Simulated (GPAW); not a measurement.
## Bi2Te3 and the effect of the functional

```
CELL_PARAMETERS angstrom
2.19300 1.26613 10.16567
-2.19300 1.26613 10.16567
0.00000 -2.53226 10.16567
ATOMIC_POSITIONS crystal
Bi 0.60000 0.60000 0.60000
Bi 0.40000 0.40000 0.40000
Te 0.79050 0.79050 0.79050
Te 0.20950 0.20950 0.20950
Te 0.00000 0.00000 0.00000
```

Kept alike: task band structure; k mesh 5 × 5 × 5; occupations fermi-dirac, width 0.05 eV; no spin polarisation. Program: GPAW, potentials by row: the program's PAW data sets (release 1.2.1) made for this functional (LDA); GPAW PAW data sets (gpaw-data 1.2.1) (PBE); PAW data sets generated for this functional (PBEsol), cutoff 600 eV. The mesh is that of the run's cell of 5 atoms. No spin-orbit coupling.

```csv
functional,band gap (eV),pressure (GPa)
LDA,0.186,-2.02
PBE,0.264,1.68
PBEsol,0.212,-0.83
```

Pressure is positive in compression; the values hold the error of the finite cutoff, so their zero can differ a little from the energy's minimum. Spin-orbit coupling, left out here, moves the band edges of heavy atoms and can close or invert small gaps. Gaps are the smaller of the mesh's and the band path's.

What does the functional change here?

The band gap runs from 0.186 (LDA) to 0.264 eV (PBE). From PBE: LDA -0.078; PBEsol -0.052. Measured: 0.17 eV (arxiv:2412.10539); nearest LDA, 0.016 eV off. The runs are for a static lattice. The pressure runs from -2.02 (LDA) to 1.68 GPa (PBE). From PBE: LDA -3.70; PBEsol -2.51. A positive pressure means that the functional's own cell is larger than the one given, a negative one that it is smaller.

At this fixed geometry the gap and the pressure both rise from LDA through PBEsol to PBE. The pressures follow the familiar bonding bias: LDA overbinds and favours a smaller cell, PBE's stronger gradient correction weakens the bonding and favours a larger one, and PBEsol falls between. In this layered crystal the soft contacts between Te-terminated quintuple layers probably take up much of that difference, though a single pressure cannot separate them from the stiffer Bi-Te bonds within the layers.

Since the structure is shared, the gap differences reflect the functionals' direct effect on the Bi and Te p states, not relaxation. LDA's closeness to the measured 0.17 eV is no sign of a better electronic structure. The real gap belongs to bands inverted at the zone centre by spin-orbit coupling, whereas the computed one separates bands in their normal order. The agreement is therefore fortuitous, and the ranking against experiment doesn't support choosing LDA for the band edges or the topological character.
